Band levels of Ga2SbP (ordered zincblende alloy, P-4m2, 4 atoms per cell, a = 4.093, c = 5.803 Å) in PBE (cheaper level, 6×6×4 k mesh) and HSE06 (costlier level, 4×4×4), each counted from its own valence top; v1 is the highest filled band, c1 the lowest empty one. Ansatz 0.2.0, plane-wave PAW, no spin polarisation, cell relaxed with r2SCAN.

```tsv
point name	band v2, cheaper level (eV)	band v1, cheaper level (eV)	band c1, cheaper level (eV)	band c2, cheaper level (eV)	band v2, costlier level (eV)	band v1, costlier level (eV)	band c1, costlier level (eV)	band c2, costlier level (eV)
Gamma	0.000	0.000	0.145	0.962	0.000	0.000	0.856	1.603
X	-2.146	-0.670	1.625	3.045	-2.339	-0.716	2.391	3.804
M	-2.809	-2.479	0.900	1.133	-3.046	-2.678	1.438	1.743
Z	-1.167	-1.167	0.998	1.624	-1.251	-1.251	1.684	2.221
R	-1.285	-0.526	0.292	1.171	-1.365	-0.567	0.961	1.928
A	-3.520	-3.404	3.882	3.882	-3.828	-3.656	4.813	4.814
```

The table follows the two highest filled levels, v1 and v2, and the two lowest empty ones, c1 and c2, at six points of momentum space. Each appears first in PBE, the cheaper level, and then in HSE06, the costlier one, and every energy is counted from the top filled level of its own method. The size to remember is 0.7 eV: that is roughly how far PBE places the empty levels too low, measured against HSE06. The size to remember next is 0.1 to 0.2 eV, by which this error commonly differs from one state to another. The first error can be repaired with a single number, the second cannot.

**Gamma: the gap nearly closes.** Both methods find the lowest empty level directly above the highest filled one, so the band gap can be read from c1 in this row. PBE gives 0.145 eV and HSE06 gives 0.856 eV, which leaves PBE with about a sixth of the HSE06 gap. Read as an absorption edge, that is the difference between about 9 µm in the thermal infrared and about 1.4 µm in the near infrared.

The PBE calculation carries its own warning, which can be read without the costlier run. Its electrons were spread over the levels with a smearing width of 0.02 eV, and the gap is only about seven such widths. As a result each of the two top filled levels at Gamma holds about 1.96 electrons instead of 2, and the remainder sits in c1. In HSE06 the same levels are full.

A second warning lies in the two zeros for v1 and v2, which say that the valence top is a degenerate pair. Spin-orbit coupling, left out of both methods, would split this pair and push its upper member towards the conduction band. Antimony is a heavy element, so that rise may well be comparable with the whole PBE gap. The HSE06 gap would shrink as well, so it serves here as a better reference and not as a measured value.

The cause of the small gap is well understood. PBE gives filled and empty states the same local potential, and this potential does not jump when an electron is added across the gap, as the true energy balance requires. HSE06 replaces a quarter of the short-range exchange by exact exchange, computed from the orbitals. This exchange acts between a state and all the filled ones, and it lowers a filled state strongly, because the state belongs to that set together with its close relatives in the same band. An empty state stands outside the set and gets back less than the replaced part of the PBE exchange had given it, so it rises.

The gap therefore opens from both sides, although the table, pinned to the valence top, shows only the upper edge moving. On the internal energy scale of the two calculations the valence top sinks by 0.37 eV and the conduction edge rises by 0.35 eV. Such a scale is less secure than a difference between levels, but the cell is the same in both runs. About half of the correction belongs to the filled states.

**X: a uniform shift looks sufficient, until the filled levels are read.** The simplest repair, called a scissor correction, takes the gap error at Gamma, 0.856 − 0.145 = 0.711 eV, adds it to every empty PBE level and leaves the filled ones alone. At X it brings both empty levels to within about 0.06 eV of HSE06. The filled levels, however, have moved too, and the deeper one has moved further.

This movement is a stretch. One factor, fitted to the v1 depths at the five points away from Gamma, makes the filled levels 1.076 times as deep in HSE06 as in PBE. Except at Z, where v2 coincides with v1, the v2 levels took no part in the fit, and the same factor reproduces them with a typical miss of 0.03 eV. Left uncorrected, the deepest of them would be wrong by 0.3 eV.

Theory gives a reason for the stretch. Exchange lowers a filled state more when that state overlaps strongly with the other filled states, and this overlap tends to grow towards the bottom of a band, where the waves are smooth and bonding. Exact exchange thus pulls the bottom down further than the top. PBE, with one potential for all states, gives narrower filled bands than HSE06.

**M: the uniform shift fails.** Here the scissor estimate for c1 is 0.900 + 0.711 = 1.611 eV, while HSE06 has 1.438 eV. The estimate is too high by about a quarter of the correction itself. The row was not used to set the shift, so this is a fair test. The stretch of the filled bands can be carried over to the empty ones by applying the same factor to their distances above the lowest empty level at Gamma. That makes matters worse here, because it lifts M even further.

The geometry of the cell suggests why M differs. Ordering the antimony and phosphorus atoms in layers doubles the zincblende cell, and the doubling folds two of the zincblende X valleys onto M. In semiconductors of this family the lowest empty state at Gamma is concentrated at the atoms, while the X states reach further into the open space between them. That M keeps this character here is an inference from the parent lattice. The third X valley folds onto Gamma, probably as the upper empty level there, and that level too rises less than the lower one.

The shape of a state matters because the PBE exchange attraction is strongest where the electron density is high. HSE06 removes a quarter of its short-range part and returns exact exchange, which favours filled states. An empty state at the atoms should therefore lose more than it recovers and rise strongly, while a state spread between the atoms has less to lose. The rises at Gamma and M fit this picture, although the orbitals themselves were not examined.

**Z and R: the error belongs to the state.** At Z the lower empty level rises by about 0.09 eV more than the upper one, and at R the order is reversed by a similar amount. Two levels at the same point of momentum space thus need different corrections, and the higher of the two does not always need the larger one. A rule based on position alone therefore fails. So does one based on energy alone: the upper empty level at Z and the lower one at X lie at almost the same PBE energy, 1.624 and 1.625 eV, yet they rise by 0.597 and 0.766 eV.

The R row also shows where a small unevenness may matter in practice. Its c1 level lies 0.147 eV above the one at Gamma in PBE and 0.105 eV above it in HSE06. Both methods keep the gap direct, but by a margin that strain could plausibly alter. The change between the methods is small enough that the coarser momentum mesh of the HSE06 run, whose convergence was not tested, could contribute to it.

**A: the largest shift and the smallest relative error.** The empty pair at A rises by 0.93 eV, more than any other level in the table, and the scissor correction leaves it 0.22 eV too low. The stretch model does well here, with a miss of about 0.06 eV. It does as well at R, but not at M or Z, nor for the upper empty levels at Gamma and X. Over the empty levels as a whole both models typically miss by 0.1 to 0.15 eV, as the output below shows.

The vertical distance from v1 to c1, taken at each point in turn, shows why the failure is easy to overlook where that distance is wide. HSE06 widens it by 0.7 to 1.2 eV at every point. At A, where the distance is more than 7 eV, PBE still recovers 86 % of the HSE06 value, and at Gamma only 17 %. An error of this order is a blemish on a wide gap and a disaster for a narrow one.

Pure gallium phosphide, a neighbour with the same bonding pattern, shows how to use this. Its gap is wide and its lowest empty states lie near the zincblende X point. By the reasoning above, PBE should still give too small a gap there, but it should leave a clear semiconductor, and the correction should be smaller for these states than for the lowest empty state at Gamma in the same crystal. To judge such a case, ask where in the crystal the lowest empty state resides, which bears on the size of the error, and how wide the gap is, which decides how much the error matters.

Output of the analysis:

```
fit of level_v1 on 5 rows (point_v1 < -0.1): coefficient of point_v1 1.076 +/- 0.0016; rms 0.00638, worst M 0.0112, leave-one-out rms 0.0101
  rows outside the fit (model, value, miss): Gamma 0, 0, 0
Rise of empty levels and model misses (prediction less HSE06), eV:
    row  rise_c1  rise_c2  scissor_c1  stretch_c1  scissor_c2  stretch_c2
  Gamma    0.711    0.641           0           0        0.07      0.1319
      X    0.766    0.759      -0.055     0.05712      -0.048      0.1717
      M    0.538     0.61       0.173      0.2302       0.101      0.1758
      Z    0.686    0.597       0.025     0.08962       0.114       0.226
      R    0.669    0.757       0.042     0.05314      -0.046     0.03173
      A    0.931    0.932       -0.22     0.06311      -0.221     0.06211
Vertical gap c1 less v1, eV and percent:
    row    PBE  HSE06  opening  PBE_percent_of_HSE06
  Gamma  0.145  0.856    0.711                 16.94
      X  2.295  3.107    0.812                 73.87
      M  3.379  4.116    0.737                 82.09
      Z  2.165  2.935     0.77                 73.76
      R  0.818  1.528     0.71                 53.53
      A  7.286  8.469    1.183                 86.03
Largest miss of v2 if filled levels are left alone, eV: 0.308
Rms miss of v2 with the factor from v1, without Gamma, eV: 0.02661
Smallest ratio of v2 depths, HSE06 to PBE: 1.062
Largest ratio of v2 depths, HSE06 to PBE: 1.09
Rms miss of scissor for c1, without Gamma, eV: 0.1294
Rms miss of stretch for c1, without Gamma, eV: 0.1192
Rms miss of scissor for c2, all points, eV: 0.1164
Rms miss of stretch for c2, all points, eV: 0.1493
R above Gamma in c1, PBE, eV: 0.147
R above Gamma in c1, HSE06, eV: 0.105
M above Gamma in c1, PBE, eV: 0.755
M above Gamma in c1, HSE06, eV: 0.582
Change of valence top on internal scale, PBE to HSE06, eV: -0.3658
Change of conduction edge on internal scale, PBE to HSE06, eV: 0.3455
```
